**Question: why do these cation polarisabilities run the way they do?**

I ran PBE0 dipole response on the singly charged cations of groups 15 and 16.

PySCF 2.14.0, unrestricted PBE0/def2-TZVPPD, non-relativistic with a point nucleus, for ground-state singly charged cations of groups 15 and 16, each as one real determinant of highest spin. The polarisability is the static mean of three components from coupled response; C6 is for two like ions, by the Casimir–Polder integral, and S(−4) is a Cauchy moment.

```tsv
species	Z	electrons	configuration	polarisability (bohr^3)	largest over smallest component	C6 (hartree bohr^6)	S(-4) (a.u.)	4 C6 / (3 alpha^2) (hartree)
N+	7	6	[He] 2s2 2p2	3.866	1.01	8.286	10.5	0.739
P+	15	14	[Ne] 3s2 3p2	14.40	1.06	74.36	68.2	0.478
As+	33	32	[Ar] 3d10 4s2 4p2	17.29	1.12	105.5	87.2	0.470
O+	8	7	[He] 2s2 2p3	2.610	1.00	5.036	4.32	0.985
S+	16	15	[Ne] 3s2 3p3	10.85	1.00	53.32	33.1	0.604
Se+	34	33	[Ar] 3d10 4s2 4p3	14.32	1.00	87.49	49.5	0.569
```

S⁺ has one electron more than P⁺, yet it is less polarisable. The same fall across a period is 32% for N⁺→O⁺, 25% for P⁺→S⁺ and only 17% for As⁺→Se⁺. Going down, the polarisability almost quadruples from N⁺ to P⁺ and then rises far less to As⁺. What drives this, and can I get C6 from the polarisability alone?

**Answer**

The polarisability α follows the size of the valence p shell, that size is set by the shell number n and the screened nuclear charge, and C6 needs one further quantity, a mean excitation frequency. I follow P⁺, S⁺ and As⁺, with N⁺ as the odd case. All rows are in the intended states, p² triplets and p³ quartets, so they can be compared. The numbers quoted below come from the analysis printed after this text; formulas are in atomic units.

*Across a period.* From P⁺ to S⁺ the nucleus gains a full charge, while the new electron enters the same shell and screens it poorly, by 0.35 in Slater's rules. The effective charge Zeff therefore rises by 0.65 in each period. A Slater orbital of given effective quantum number n* has a radius proportional to 1/Zeff, so what counts is the fractional rise. That fraction shrinks as Zeff grows down the table, and so does the contraction.

Worked in full for period 3:

- P⁺: Zeff = 15 − 2×1.00 − 8×0.85 − 3×0.35 = 5.15; S⁺: 5.15 + 0.65 = 5.80.
- Radius ratio 5.15/5.80 = 0.888; the rms 3p radii of the runs give 2.027/2.290 = 0.885.
- A power law fitted to all six rows, these two included, is α = 1.56 r_p^2.69, with r_p the rms radius of the valence p shell in bohr. It gives 0.885^2.69 = 0.720.
- The table gives 10.85/14.40 = 0.753.

The screening step involves no fit to these rows and matches the computed radius ratio within 1% in all three periods. The radius ratio rises from 0.870 in period 2 to 0.908 in period 4, which is the order of the falls you noticed. Absolute Slater radii are poorer, up to 8% below those of the runs in period 2. The numbers thus show the contraction, and screening theory accounts for its size.

*From radius to α.* The power law reproduces each α within 5%, but it overstates the fall in periods 3 and 4, most for Se⁺/As⁺, at 0.771 against 0.828. It ignores the added electron, so a model with the electron count is needed. Write S(−k) = Σ f/ω^k over oscillator strengths f at frequencies ω, so that α = S(−2). If the Nv valence electrons respond at a single frequency, then S(0) = Nv and α = S(−1)²/Nv.

Closure gives S(−1) = (2/3)Q, with Q the mean square of the summed electron positions, so α = (4/9)Q²/Nv. For one determinant Q is the sum of ⟨r²⟩ over the valence electrons, less (2/3)R² for every occupied same-spin s–p pair, where R is the s–p radial dipole integral. The subtraction is Pauli blocking: an s electron cannot be excited into a p orbital already filled with its own spin. There are two such pairs in p² and three in p³. The Schwarz inequality limits R² to k·r_s² with k between 0 and 1, r_s being the rms radius of the valence s shell.

Three things now act together: contraction lowers α, the extra electron raises it, and the extra blocked channel lowers it again. For S⁺/P⁺ the model gives 0.833 without blocking and 0.712 with the largest blocking allowed, and the computed 0.753 lies between. The same bracket holds in the other two periods. It is suggestive only, since absolute values are off by 23 to 48% of the table's α even at k = 1, low in period 2 and high in the two later periods. The group 16 bases also carry one more p set than their group 15 neighbours, and the effect of that on the ratios is untested.

*Down a group.* From N⁺ to P⁺ the valence electrons move to a new shell, r_p grows by a factor 1.64, and α by 3.72. From P⁺ to As⁺ the radius grows by only 1.086 and α by 1.20. Two effects add here. Each further shell adds proportionally less radius, and ten protons come in with the 3d¹⁰ shell, whose electrons screen them incompletely, the standard d-block contraction.

Slater's rules give a radius ratio of 1.134 for As⁺/P⁺, and 1.46 if the 3d electrons are made to screen fully. The second figure is an exercise within the model, and the rules already contain the d screening and n* as empirical inputs, so this illustrates the cause without testing it. S⁺→Se⁺ shows the same slowing, with α rising by 1.32. These runs are non-relativistic; relativity contracts the 4s shell, by an amount untested here.

*C6.* The Casimir–Polder integral is C6 = (3/π)∫α(iu)² du over imaginary frequency u. For a single pole at frequency w it gives London's C6 = (3/4)α²w, and the last column of the table is this w read backwards from C6. A larger ion responds at lower frequency, so C6 rises less than α². From N⁺ to P⁺, 3.72² × 0.647 is about 9, the observed rise of C6.

The column S(−4) gives an independent frequency, w₀ = √(α/S(−4)), weighted towards the lowest excitations. It equals w for one pole and lies below it for a spread spectrum, as it does in every row. For P⁺, √(14.40/68.2) = 0.460 hartree against w = 0.478, so one pole nearly suffices. In periods 3 and 4 the one-pole C6 falls short of the table by under 6%.

N⁺ and O⁺ are the irregular rows: the one-pole C6 is 18% and 21% short, so their strength is spread widely. The Slater–Kirkwood formula, which sets w = √(Nv/α), overshoots by 38% and 40% there. A likely reason is that period 2 has no d shell of the same n. The 2s→2p transitions lie low, while most of the strength of the 2p electrons is expected well above them, much of it in the continuum. From period 3 on, np→nd transitions can lie close to the ns→np ones. That is an argument from shell structure, which these rows do not test.

Slater–Kirkwood looks best for As⁺ and Se⁺, 2% and 4% high, but those C6 values are the least secure. In a complete basis S(0) equals the number of electrons; this basis recovers 0.84 of it for P⁺ and only 0.27 for As⁺. Unrecovered strength at high frequency that adds a small fraction x to α adds about 4x to C6, through the cross term in α(iu)², and so about 2x to w.

On that estimate a 0.8% shortfall in α would cover the 1.7% by which w of As⁺ lies below that of P⁺. The difference between the two values of w should therefore not be interpreted.

*The anisotropy column.* The ratio of largest to smallest component hides a change of sign. With x the axis of the empty p orbital, α_xx/α_yy is 1.008 in N⁺, 0.943 in P⁺ and 0.895 in As⁺. The open s→p_x channel favours x, while the occupied p orbitals extend along y and z and favour those axes, more so as the p shell outgrows the s shell. The ratio r_s/r_p does fall in that order.

The model gets the order and no more: N⁺ needs k above 0.63 for x to win, whereas its fall to O⁺ needs 0.48. The anisotropy also belongs to one real determinant without spin–orbit coupling, since the ³P₀ ground level is isotropic.

A working rule for these six ions: raise the ratio of r_p, or within a period the inverse ratio of Zeff, to the power 2.7 for the direction and rough size of a change in α, and estimate C6 as (3/4)α²√(α/S(−4)), reading it as a lower bound that is close in periods 3 and 4 and about a fifth low in period 2. Check S(0) against the electron count before trusting a few per cent in any ion with a filled d shell.

Printed output of the fit:

```
Power law alpha = 1.56 r_p^2.69 (bohr^3, r_p in bohr)
ion Zeff | r_p run, Slater (bohr), err % | alpha err %: power, one-pole k=0, k=1
N+  4.25 | 1.400 1.289 -7.9 | -0.3 +69 -23
P+  5.15 | 2.290 2.180 -4.8 | +0.7 +156 +32
As+ 6.65 | 2.486 2.472 -0.6 | +4.6 +177 +48
O+  4.90 | 1.218 1.118 -8.2 | +1.6 +82 -33
S+  5.80 | 2.027 1.935 -4.5 | -3.8 +183 +24
Se+ 7.30 | 2.257 2.252 -0.2 | -2.7 +215 +45
Worst power-law row: As+ ; rounding of alpha below 0.05 %
Across, group 16 over 15: alpha (fall %), one-pole k=0, k=1, matching k | power
O+/N+: 0.675 (32) 0.729 0.594 k=0.48 | 0.688
   r_p ratio run 0.870, Slater 0.867; C6 0.608; w 1.333
S+/P+: 0.753 (25) 0.833 0.712 k=0.72 | 0.720
   r_p ratio run 0.885, Slater 0.888; C6 0.717; w 1.264
Se+/As+: 0.828 (17) 0.945 0.813 k=0.91 | 0.771
   r_p ratio run 0.908, Slater 0.911; C6 0.829; w 1.211
Down, ratios: alpha, C6, w | r_p run, Slater
P+/N+: 3.72 8.97 0.647 | 1.636 1.691
As+/P+: 1.20 1.42 0.983 | 1.086 1.134, if 3d10 screened fully 1.46
S+/O+: 4.16 10.59 0.613 | 1.664 1.731
Se+/S+: 1.32 1.64 0.942 | 1.113 1.164, if 3d10 screened fully 1.46
ion w0=sqrt(alpha/S(-4)) (hartree), w/w0 | C6 err %: one pole, Slater-Kirkwood Nval
N+  0.607 1.218 | -17.9 +37.6
P+  0.460 1.040 | -3.9 +10.2
As+ 0.445 1.056 | -5.4 +2.2
O+  0.777 1.267 | -21.1 +40.4
S+  0.573 1.055 | -5.2 +12.4
Se+ 0.538 1.058 | -5.5 +3.9
Rounding of S(-4) moves w0 by at most 0.24 %
ion Nval, Neff = alpha w^2, Neff/Nval | S(0)/N, missing strength N - S(0)
N+  4 2.11 0.53 | 0.77 1.4
P+  4 3.29 0.82 | 0.84 2.3
As+ 4 3.82 0.95 | 0.27 23.2
O+  5 2.53 0.51 | 0.80 1.4
S+  5 3.96 0.79 | 0.85 2.2
Se+ 5 4.64 0.93 | 0.28 23.8
w of As+ below P+ by 1.7 %; matched by 0.8 % of alpha missing at high frequency
p2 ions: xx/yy, r_s/r_p, k above which xx exceeds yy in the model
N+  1.008 0.978 0.63
P+  0.943 0.858 0.82
As+ 0.895 0.823 0.89
```
